### Results

In Bi2Se3, computed without spin-orbit coupling, the electron is about seven times heavier across the layers than within them, while the hole has nearly the same mass in both directions. The difference comes from one unusually small value, the electron mass within the layers, which is about a tenth of the free-electron mass. The other three principal masses lie between about 0.6 and 0.8 of the free-electron mass. Measured cyclotron masses lie close to the light in-plane value but imply a mass across the layers about three times smaller than the computed one.

Effective masses at the band edges of Bi2Se3 (R-3m, 5-atom cell), computed with Ansatz 0.2.0 using r2SCAN, PAW and plane waves, scalar-relativistic without spin-orbit coupling or spin polarization. The cutoff is 500 eV and the k mesh 12×12×12; masses are from central differences with a step of 0.02 Å⁻¹ along Cartesian directions.

| row | computed mass (electron masses) | what it is | measured mass (electron masses) | label in the paper, method, sample | source |
| --- | --- | --- | --- | --- | --- |
| 1 | 0.1165 | electron, along 100 | n/a | n/a | n/a |
| 2 | n/a | n/a | 0.123 | conduction band cyclotron mass, B parallel c, E_F 18.5 meV; temperature dependence of Shubnikov-de Haas oscillations; bulk crystal | arXiv:1407.1040 (2014) |
| 3 | 0.1629 | electron, along 111 | n/a | n/a | n/a |
| 4 | n/a | n/a | 0.182 | conduction band cyclotron mass, B perpendicular to c, E_F 18.5 meV; temperature dependence of Shubnikov-de Haas oscillations; bulk crystal | arXiv:1407.1040 (2014) |
| 5 | n/a | n/a | 0.19 | conduction electron effective mass from ARPES; ARPES; bulk crystal | arXiv:1304.6768 (2013) |
| 6 | 0.5698 | hole, along 001 | n/a | n/a | n/a |
| 7 | 0.6219 | hole, along 111 | n/a | n/a | n/a |
| 8 | 0.6482 | hole, along 100 | n/a | n/a | n/a |
| 9 | 0.8421 | electron, along 001 | n/a | n/a | n/a |

In the direction labels, 001 is the trigonal axis $c$, perpendicular to the layers, and 100 lies within them. The direction 111 is Cartesian and slants between the two. In the measured entries, $B$ is the magnetic field and $E_F$ is the Fermi energy, counted from the bottom of the conduction band.

### One light mass among four

A layered crystal suggests a simple picture: carriers move easily within a layer and with difficulty from one layer to the next. The electron seems to obey it, with 0.12 electron masses along 100 and 0.84 along 001. The hole does not, being about a tenth lighter across the layers than within them. Since both carriers live in the same stack of layers, weak bonding between layers is too general a cause for the electron's anisotropy.

Reciprocal masses show more clearly where the difference lies, because they measure how strongly a band curves. In units of the reciprocal free-electron mass, the electron has 8.6 within the layers and 1.2 across them, and the hole has 1.5 and 1.8. Three of these curvatures are of the same modest size. What needs explaining is the strong upward curvature of the conduction band within the layers.

### Where the curvature comes from

A band curves because its states mix with those of other bands as the electron gains momentum. Levels below a band edge push it up, and levels above push it down. A conduction edge pushed strongly from below rises steeply and gives a light electron. A valence edge pushed strongly from above falls steeply and gives a light hole.

For an electron in a direction $i$, this picture reads

$$
\frac{1}{m_i}=1+\sum_n\frac{P_{n,i}}{E-E_n}.
$$

Here $m_i$ is the mass in units of the free-electron mass, $E$ is the energy of the conduction edge and $E_n$ that of another level at the same point of the zone. The positive energy $P_{n,i}$ measures how strongly momentum along $i$ connects the two. The leading 1 is the curvature of a free electron. A hole follows the same rule with the overall sign reversed.

Symmetry decides which levels take part. Both band edges lie at the zone centre, and the computed levels show that each is single, with no partner at the same energy. A rotation by 120° about $c$ leaves such single states unchanged. A momentum coupling between two of them within the layers would therefore be an in-plane vector that the rotation leaves unchanged, and the only such vector is zero.

The two edges are only 0.82 eV apart, but for motion within the layers they do not act on each other. The common rule that a small gap makes light carriers thus loses its direct basis here. The light electron must owe its mass to levels that come in pairs of equal energy, which the rotation mixes among themselves. These are typically states built from the $p_x$ and $p_y$ orbitals of bismuth and selenium.

The size of the effect is reasonable. The conduction band needs a curvature of $8.6-1=7.6$ beyond that of a free electron, and the nearest paired level below it is 1.8 eV away. The total coupling to the paired levels below must then be at least about $7.6\times1.8\approx14$ eV. The $s$ and $p$ bands of common semiconductors are coupled at least as strongly, so the value is not out of range, although the levels joined here are mostly $p$ states.

### Why the hole does not share it

The distances between levels do not by themselves make the electron light. The conduction edge has its nearest paired level 1.1 eV above, and the valence edge has its nearest one 1.0 eV below. In both cases the closest paired level lies on the side that would make the carrier heavier. The calculation has three paired levels not far below the gap and two not far above it. If the conduction edge coupled equally to all five, the opposing pushes would nearly cancel. Its light mass therefore requires unequal couplings that favour the levels below.

The usual orbital scheme for this crystal offers a reason. The edges are built mainly from $p_z$ orbitals, those of bismuth at the conduction edge and those of selenium at the valence edge. Each level is either even or odd under inversion through the central selenium atom, and momentum connects only even with odd. In this scheme the nearest paired bismuth level above the conduction edge has the same parity as the edge and leaves it alone. Two paired selenium levels below have the opposite parity and push the edge up, while only one paired bismuth level, higher in energy, pushes it down.

The valence edge has one paired partner of suitable parity on each side. A bismuth level above pushes it down and lightens the hole, whereas a selenium level below, which is closer in energy, pushes it up and works against this. With equal couplings the closer level would win and the edge would curve upward, so the bismuth level must be coupled more strongly. A moderate mass is plausible if the selenium level cancels part of its push. This assignment of parities is an argument from the standard scheme; the computed energies agree with it but do not establish it, and the strengths of the couplings were not computed.

Across the layers the rotation no longer forbids a coupling between the two edges. If their mutual repulsion were the whole story, it would add the same amount to both reciprocal masses, and only the free-electron term would distinguish them. The electron's reciprocal mass would then exceed the hole's by about 2. In the calculation it is smaller by about 0.6, so more distant levels matter in this direction as well.

In this calculation, the size of the gap is therefore a poor guide to the masses within the layers. What counts is which levels of suitable symmetry lie above and below each edge, and how strongly they couple to it. An edge pushed mainly from across the gap gives a light carrier. Where pushes from both sides largely cancel, the carrier is heavier.

### The slanted direction is an average

The masses along 111 contain almost no independent information. Close to a single band edge, the energy is a quadratic function of momentum, and the threefold axis leaves only two principal masses: $m_{ab}$ within the layers and $m_c$ along $c$. The direction 111 has equal components along the three Cartesian axes, so its reciprocal mass is the plain average

$$
\frac{1}{m_{111}}=\frac{1}{3}\left(\frac{2}{m_{ab}}+\frac{1}{m_c}\right).
$$

For the electron this gives 0.163, in agreement with the directly computed value, and for the hole it agrees within one per cent. The finite step shows slightly in other slanted directions of the same run: the hole masses along the $xz$ and $yz$ diagonals, equal for a strictly quadratic band, are 0.6133 and 0.6179. The average is dominated by the light directions, which is why the slanted electron mass lies much nearer to the in-plane one than to the one along $c$. The same average sets the mean conductivity over the three axes if scattering is equal in all directions. The value along 111 can be read in that sense, but not as the mass of a special crystal axis.

### Comparison with measured masses

Sorted by size, the electron mass along 111 stands next to the mass measured with the field perpendicular to $c$, and the two differ by only about 10 per cent. They are different quantities. In a magnetic field an electron circles in the plane perpendicular to the field, and its cyclotron mass is the geometric mean of the two principal masses in that plane.

With the field along $c$, the orbit lies within the layers and the cyclotron mass is simply $m_{ab}$. The computed value is about 5 per cent below the measured one. With the field perpendicular to $c$, the orbit runs both within and across the layers, and the calculation gives

$$
\sqrt{m_{ab}m_c}=\sqrt{0.1165\times0.8421}=0.313.
$$

The measured value is 0.182, so the computed mass is about 70 per cent too large. The same relation can be turned round to obtain the mass across the layers from the two measurements:

$$
m_c=\frac{0.182^2}{0.123}=0.27.
$$

The real electron is thus only about twice as heavy across the layers as within them, if its energy surface is an ellipsoid. The calculation makes the ratio about seven. This conclusion rests on two values read by machine from a single paper, which should be checked there.

The error also affects quantities that have no obvious direction. The number of electrons below a given Fermi energy grows as $m_{ab}\sqrt{m_c}$. With an in-plane mass 5 per cent too small and a mass across the layers 3.1 times too large, the calculation overestimates this number by a factor of about $0.95\times\sqrt{3.1}\approx1.7$. A doping level inferred from a known Fermi energy with these masses would be wrong by the same factor.

The photoemission mass of 0.19 belongs to yet another kind of measurement, which follows the band along a chosen cut through momentum space. Such cuts usually run within the layers. If this one does, the value belongs beside the computed and measured in-plane masses, both about 0.12, and exceeds them by more than half. The table cannot resolve that disagreement. The closeness of 0.19 to the cyclotron mass for a field perpendicular to $c$ is in any case no confirmation of either value.

### What the comparison tests

The close agreement with the cyclotron mass within the layers does not show that the band structure is right. Spin-orbit coupling is strong in bismuth and is absent from this calculation. In the real crystal it mixes $p_z$ with $p_x$ and $p_y$ orbitals and reverses the order of the two edges at the zone centre. The edges can then act on each other within the layers, which symmetry forbids in the calculation, so similar masses may arise in different ways. For the same reason the computed hole masses describe the crystal without spin-orbit coupling; they should not be taken for those of the real valence band, and no measurement in the table tests them.

The computed gap of 0.82 eV is far above the real one of roughly 0.2 to 0.3 eV. Missing spin-orbit coupling is expected to be a main reason, and the wide layer spacing discussed below should add to it. The familiar concern that too small a gap makes computed masses too light therefore does not apply. Before the functional is blamed for the heavy mass across the layers, the effect of spin-orbit coupling has to be included.

The spacing of the layers is a second suspect. The cell used here repeats every 30 Å along $c$, compared with roughly 29 Å in the real crystal, while its Bi–Se contacts of about 2.9 and 3.1 Å are close to the usual ones. Nearly all the excess is therefore expected to lie in the three van der Waals gaps, widening each by several tenths of an ångström. This weakens the coupling between layers, on which the masses along $c$ depend directly. How much of the error comes from the spacing, from the missing spin-orbit coupling or from the functional is untested. Adding spin-orbit coupling in the same cell, and separately repeating the present calculation in the measured cell, would show what each of the first two does alone.
